**Basis-set convergence of the MP2 atomization energy of BF$_3$**

The table holds the atomization energy of BF$_3$ less its cc-pVQZ value for six basis sets, at frozen-core RMP2 on a fixed MP2(full)/6-31G* geometry (Ansatz 0.2.0). The program splits each shift into a molecular error, built from the RHF and MP2 energies of the same runs, and an atomic error obtained by subtraction. It also tests $a - A X^{-3}$ in the cardinal number on the DZ row and compares its limit with those of a free power, an exponential and a $1/N$ form. The output shows that 81 to 97 % of the molecular error cancels, that d functions lower the molecular RHF energy by 285.5 kJ/mol, and that 6-31G* lies closer to cc-pVQZ than cc-pVDZ does in spite of a higher molecular energy. The $X^{-3}$ law fixed on TZ and QZ misses DZ by 23 kJ/mol, and the extrapolated limit lies 6 to 31 kJ/mol above cc-pVQZ depending on the form.

Atomization energy of BF$_3$ (neutral singlet) in six basis sets, computed with Ansatz 0.2.0 at the MP2 level with the 1s cores of B and F frozen and a restricted Hartree-Fock reference for the molecule. The geometry is fixed at the MP2(full)/6-31G* structure; 6-31Gstar stands for 6-31G*.

## Program and output

```python
# Table: atomization energy of BF3 less its cc-pVQZ value (kJ/mol), Ansatz 0.2.0, frozen-core RMP2,
# fixed MP2(full)/6-31G* geometry, six basis sets. Tested: a - A/X^3 in the cardinal number against an
# exponential and 1/N; split of each shift into molecular and atomic basis errors.
T = {
    'row_basis': ['STO-3G', '6-31G', 'cc-pVDZ', '6-31Gstar', 'cc-pVTZ', 'cc-pVQZ'],
    'row_functions': [20, 36, 56, 60, 120, 220],
    'row_shift': [-402.9, -377.3, -155.0, -67.8, -25.8, 0.0],  # kJ/mol
}
import numpy as np
from scipy.constants import e, N_A
from scipy.optimize import brentq
k = e*N_A/1000
b = T['row_basis']; N = np.array(T['row_functions'], float); s = np.array(T['row_shift'], float)
S, G, D, P, Z, Q = [b.index(x) for x in ('STO-3G', '6-31G', 'cc-pVDZ', '6-31Gstar', 'cc-pVTZ', 'cc-pVQZ')]
# further outputs of the same runs (eV): RHF, MP2 same spin, MP2 opposite spin, CCSD(T) total; highest l
X = {'STO-3G': (-8671.21618, -0.62608, -1.994725, -8674.40808, 1),
     '6-31G': (-8791.59912, -3.116658, -8.246682, -8803.08643, 1),
     'cc-pVDZ': (-8794.73321, -4.82368, -12.54819, -8812.56324, 2),
     '6-31Gstar': (-8794.55861, -4.490648, -11.41644, -8810.90419, 2),
     'cc-pVTZ': (-8798.10435, -6.088166, -16.82298, -8821.67878, 3),
     'cc-pVQZ': (-8798.82975, -6.390519, -18.60347, -8824.463, 4)}
DQ = 2058.2   # kJ/mol, cc-pVQZ atomization energy from the description of the table
F = 0.49162   # eV/A, force on each F in the cc-pVTZ output
hf, ss, op, cc = [k*np.array([X[x][i] for x in b]) for i in range(4)]
co = ss + op; mol = hf + co
dm = mol - mol[Q]; da = dm + s
print("Energies in kJ/mol; table rounding 0.05")
print("basis, highest l, functions/atom, D, shift, % of D(QZ), shift per B-F bond")
for i, x in enumerate(b):
    print(f" {x:10s} {X[x][4]} {N[i]/4:3.0f} {DQ+s[i]:7.1f} {s[i]:7.1f} {100*s[i]/DQ:6.1f} {s[i]/3:7.1f}")
print("Above cc-pVQZ: molecule RHF, correlation, MP2 total; atoms by subtraction; % cancelled")
for i in (S, G, D, P, Z):
    print(f" {b[i]:10s} {hf[i]-hf[Q]:8.1f} {co[i]-co[Q]:7.1f} {dm[i]:8.1f} {da[i]:8.1f} {100*da[i]/dm[i]:5.1f}")
print("Steps: gain in D; lowering of molecule RHF, correlation, total; lowering of atoms")
for i, j in ((S, G), (G, P), (P, D), (D, Z), (Z, Q)):
    print(f" {b[i]} to {b[j]}: {s[j]-s[i]:.1f}; {hf[i]-hf[j]:.1f}, {co[i]-co[j]:.1f}, {mol[i]-mol[j]:.1f}; {da[i]-da[j]:.1f}")
print(f"d step: molecular RHF lowering / gain in D = {(hf[G]-hf[P])/(s[P]-s[G]):.2f}")
print(f"cc-pVDZ molecule below 6-31G*: MP2 {mol[P]-mol[D]:.1f}, CCSD(T) {cc[P]-cc[D]:.1f}")
print(f"STO-3G molecular correlation {-co[S]:.1f}; D less this {DQ+s[S]+co[S]:.1f}; 6-31G correlation {-co[G]:.1f}")
rat = lambda y: (y[D]-y[Z])/(y[Z]-y[Q])
law = lambda p: (2.**-p - 3.**-p)/(3.**-p - 4.**-p)
r = rat(s); c = s[Q]-s[Z]
rr = [(s[Z]+u-s[D]-v)/(c-u) for u in (-.05, .05) for v in (-.05, .05)]
print(f"Step ratio (DZ-TZ)/(TZ-QZ): D {r:.2f} (rounding {min(rr):.2f} to {max(rr):.2f})")
print(f" pure laws: X^-3 {law(3):.2f}, X^-5 {law(5):.2f}")
print(f" molecule: RHF {rat(hf):.2f}, correlation {rat(co):.2f}, total {rat(mol):.2f}; atoms {rat(da):.2f}")
print(f" molecule: opposite spin {rat(op):.2f}, same spin {rat(ss):.2f}")
print(f" opposite-spin share of TZ-QZ correlation step {100*(op[Z]-op[Q])/(co[Z]-co[Q]):.0f} %")
A = c/(1/27-1/64); a = s[Q]+A/64
print(f"X^-3 on TZ,QZ: A {A:.0f}, limit {a:+.1f}; DZ model {a-A/8:.1f}, table {s[D]:.1f}, miss {s[D]-a+A/8:.1f}")
p = brentq(lambda q: law(q)-r, 1, 8); ap = c*4.**-p/(3.**-p - 4.**-p)
print(f"Free power through DZ,TZ,QZ (no test left): p {p:.2f}, limit {ap:+.1f}")
ae = c/(r-1)
print(f"Exponential through DZ,TZ,QZ (no test left): decay {np.log(r):.2f} per step, limit {ae:+.1f}")
B = c/(1/N[Z]-1/N[Q]); an = s[Q]+B/N[Q]
print(f"1/N on TZ,QZ: b {B:.0f}, limit {an:+.1f}; model and table less model:")
for i in (S, G, D, P):
    print(f" {b[i]:10s} {an-B/N[i]:7.1f} {s[i]-an+B/N[i]:7.1f}")
cf = np.polyfit(1/N, s, 1); res = s - np.polyval(cf, 1/N); w = int(np.argmax(abs(res)))
print(f"1/N fit to all six rows: rms {np.sqrt(np.mean(res**2)):.0f}, worst {b[w]} {res[w]:+.0f}")
print(f"Limits above QZ span {min(a, ap, ae, an):.0f} to {max(a, ap, ae, an):.0f}, at most {100*max(a, ap, ae, an)/DQ:.1f} % of D")
kf = 50.   # eV/A^2, rough recalled B-F stretching constant
print(f"Relaxation at cc-pVTZ, 3F^2/2k with rough recalled k = 50 eV/A^2: order {3*F**2/(2*kf)*k:.0f}")
assert all(s[i] < 0 for i in (S, G, D, P, Z))
assert s[P] > s[D] and mol[D] < mol[P] and cc[D] < cc[P]
assert hf[G]-hf[P] > 0.5*(s[P]-s[G])
assert 3 < p < 5 and rat(co) < law(3) < rat(hf)
```

Running it gives:

```
Energies in kJ/mol; table rounding 0.05
basis, highest l, functions/atom, D, shift, % of D(QZ), shift per B-F bond
 STO-3G     1   5  1655.3  -402.9  -19.6  -134.3
 6-31G      1   9  1680.9  -377.3  -18.3  -125.8
 cc-pVDZ    2  14  1903.2  -155.0   -7.5   -51.7
 6-31Gstar  2  15  1990.4   -67.8   -3.3   -22.6
 cc-pVTZ    3  30  2032.4   -25.8   -1.3    -8.6
 cc-pVQZ    4  55  2058.2     0.0    0.0     0.0
Above cc-pVQZ: molecule RHF, correlation, MP2 total; atoms by subtraction; % cancelled
 STO-3G      12312.8  2158.7  14471.5  14068.6  97.2
 6-31G         697.6  1315.2   2012.8   1635.5  81.3
 cc-pVDZ       395.3   735.4   1130.7    975.7  86.3
 6-31Gstar     412.1   876.8   1288.9   1221.1  94.7
 cc-pVTZ        70.0   201.0    271.0    245.2  90.5
Steps: gain in D; lowering of molecule RHF, correlation, total; lowering of atoms
 STO-3G to 6-31G: 25.6; 11615.2, 843.5, 12458.7; 12433.1
 6-31G to 6-31Gstar: 309.5; 285.5, 438.4, 724.0; 414.5
 6-31Gstar to cc-pVDZ: -87.2; 16.8, 141.3, 158.2; 245.4
 cc-pVDZ to cc-pVTZ: 129.2; 325.3, 534.5, 859.7; 730.5
 cc-pVTZ to cc-pVQZ: 25.8; 70.0, 201.0, 271.0; 245.2
d step: molecular RHF lowering / gain in D = 0.92
cc-pVDZ molecule below 6-31G*: MP2 158.2, CCSD(T) 160.1
STO-3G molecular correlation 252.9; D less this 1402.4; 6-31G correlation 1096.4
Step ratio (DZ-TZ)/(TZ-QZ): D 5.01 (rounding 4.99 to 5.02)
 pure laws: X^-3 4.11, X^-5 8.65
 molecule: RHF 4.65, correlation 2.66, total 3.17; atoms 2.98
 molecule: opposite spin 2.40, same spin 4.18
 opposite-spin share of TZ-QZ correlation step 85 %
X^-3 on TZ,QZ: A 1205, limit +18.8; DZ model -131.8, table -155.0, miss -23.2
Free power through DZ,TZ,QZ (no test left): p 3.54, limit +14.6
Exponential through DZ,TZ,QZ (no test left): decay 1.61 per step, limit +6.4
1/N on TZ,QZ: b 6811, limit +31.0; model and table less model:
 STO-3G      -309.6   -93.3
 6-31G       -158.2  -219.1
 cc-pVDZ      -90.7   -64.3
 6-31Gstar    -82.6    14.8
1/N fit to all six rows: rms 67, worst 6-31G -138
Limits above QZ span 6 to 31, at most 1.5 % of D
Relaxation at cc-pVTZ, 3F^2/2k with rough recalled k = 50 eV/A^2: order 1
```
